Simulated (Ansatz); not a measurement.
**Ligand exchange: GeH3Br + GaH2(SH) → GeH3(SH) + GaH2Br**

Species: GeH3Br `[GeH3][Br]`, singlet; GaH2(SH), singlet; GeH3(SH), singlet; GaH2Br `[GaH2][Br]`, singlet. The partners trade Br for SH: Ge–Br and Ga–SH bonds give way to Ge–SH and Ga–Br.

Shapes, held fixed at every level: PBE0-D4/def2-TZVP. Programs: Ansatz 0.2.0. The zero-point and thermal change to 298 K, harmonic and unscaled (PBE0-D4/def2-TZVP), is -0.5 kJ/mol.

Task: Estimate ΔH(298 K) of this reaction.

Result: The highest level, CCSD(T)/def2-TZVPP, gives ΔH(298 K) = -1.4 kJ/mol; the levels span -4.8 to +0.9. That is about zero within the method's error. They disagree on the sign: 2 of 8 are positive. The column of differences is taken from that level and isn't an error. No measured value is set beside it here. Relativity is left out for Br, Ga, Ge. Outer-core shells of Br, Ga, Ge are correlated in most correlated rows, in sets that cover them unevenly. Times are processor times on shared x86 and Arm servers, and rough.

```csv
level,kind,ΔH(298 K) (kJ/mol),less CCSD(T)/def2-TZVPP,CPU time (sum over the molecules)
HF/def2-SVP,Hartree–Fock,-4.8,-3.4,–
PBE-D4/def2-TZVPP,GGA,+0.9,+2.3,11 s
r2SCAN-D4/def2-TZVPP,meta-GGA,+0.2,+1.6,22 s
B3LYP-D4/def2-TZVPP,global hybrid,-0.4,+1.0,17 s
wB97M-V/def2-TZVPP,range-separated hybrid,-0.9,+0.5,48 s
B2PLYP/def2-TZVPP,double hybrid,-0.8,+0.6,21 s
MP2/def2-SVP,perturbation theory,-0.7,+0.7,–
CCSD(T)/def2-TZVPP,coupled cluster or CI,-1.4,0.0,1.7 min
```

The exchange is essentially thermoneutral: the coupled-cluster value of -1.4 kJ/mol is too small to establish a preference for either pairing. Each side has one bond from germanium and one from gallium to the same two ligands, so only the difference in their relative affinities for Br and SH survives. That difference is probably small because two effects oppose each other. The more polar Ga–Br bond favours the products, while sulfur's better π donation into thehydride's empty gallium p orbital favours keeping SH on gallium.

Hartree–Fock stands apart at -4.8 kJ/mol, but MP2 in the same small basis gives -0.7 kJ/mol. Missing correlation, rather than the basis alone, therefore accounts for most of the Hartree–Fock deviation. The two positive values come from the semilocal functionals, which suggests some sensitivity to exact exchange, though the functionals differ in other ways too. The result applies to the monomers; bromide or thiolate bridging between gallium centres, common in such compounds, could shift the balance in condensed phases.
